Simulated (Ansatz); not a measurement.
# Ag: the change of phonon entropy and phonon heat capacity with temperature

Results calculated with Ansatz 0.2.0, not measured. Harmonic vibrational free energy, entropy and heat capacity at constant volume, per atom, from the force constants of a q mesh, imaginary modes left out; plane waves with PAW datasets, Gamma-centred k mesh.

Structure of every row (space group Fm-3m, No. 225):
```
cell vectors (Å)
   0.0000     1.9873     1.9873
   1.9873     0.0000     1.9873
   1.9873     1.9873     0.0000
atoms (fractions of the cell vectors)
Ag  0.00000  0.00000  0.00000
```

Settings of every row: functional LDA; dispersion none; spin none; wave cutoff 420 eV; k mesh 20x20x20; occupations fermi dirac; smearing width 0.15 eV; volume over rest 0.98; phonon method linear response; q mesh 2x2x2.

Limits: coarse q mesh; metal sensitive to the k mesh.

```csv
row,temperature (K),phonon entropy (kB/atom),phonon heat capacity (kB/atom),phonon free energy (meV/atom)
1,200,3.53,2.78,-5.2
2,300,?,?,?
3,400,5.525,2.942,-85
4,500,6.184,2.963,-135.6
5,600,6.726,2.974,-191.3
6,700,7.185,2.981,-251.3
7,800,7.583,2.985,-314.9
8,900,7.935,2.988,-381.8
9,1000,8.25,2.991,-451.6
```

Question: what phonon entropy and phonon heat capacity should row 2 give?

Worked fit of phonon entropy. Entropy rises as the heat capacity times the change of ln T, so take t = ln(T / 300 K). The shown rows have t = -0.4055, 0.2877, 0.5108, 0.6931, 0.8473, 0.9808, 1.0986, 1.204. Least squares give phonon entropy = 4.693 + 2.89251 × t + 0.05341 × t² kB/atom; a straight line predicts inner rows, each left out in turn, worse (root mean square 0.014 against 0.0036 kB/atom). The rows lie off it by 0.001, -0.005, 0.000, 0.003, 0.003, 0.002, 0.000, -0.003 (root mean square 0.0027 kB/atom), a smooth pattern that one more power would take up: the form is only approximate. The slope at t = 0, 2.89 kB/atom, estimates the heat capacity at 300 K. The withheld row has t = 0, so the fit gives 4.693 + 2.89251 × (0) + 0.05341 × (0)² = 4.693 kB/atom.

The calculation gave 4.685 kB/atom. The fit lies 0.008 kB/atom (0.17 % of the column's range) above it; its largest miss of a shown row is 0.005 kB/atom.

Worked fit of phonon heat capacity. At high temperature a harmonic heat capacity falls short of its limit by a term in 1/T², so take t = (100 K / T)². The shown rows have t = 0.25, 0.0625, 0.04, 0.02778, 0.02041, 0.01562, 0.01235, 0.01. Least squares give phonon heat capacity = 2.9999 − 0.94 × t + 0.241 × t² kB/atom; a straight line predicts inner rows, each left out in turn, worse (root mean square 0.0009 against 0.00035 kB/atom). All shown rows lie on it to the printed digit. The constant, 2.9999 kB/atom, is to be held against the harmonic limit of 3 k_B an atom. The withheld row has t = 0.11111, so the fit gives 2.9999 − 0.94 × (0.11111) + 0.241 × (0.11111)² = 2.898 kB/atom.

The calculation gave 2.899 kB/atom. The fit lies 0.001 kB/atom (0.47 % of the column's range) below it, one unit of the last digit.

The other values of row 2: phonon free energy -40.9 meV/atom.
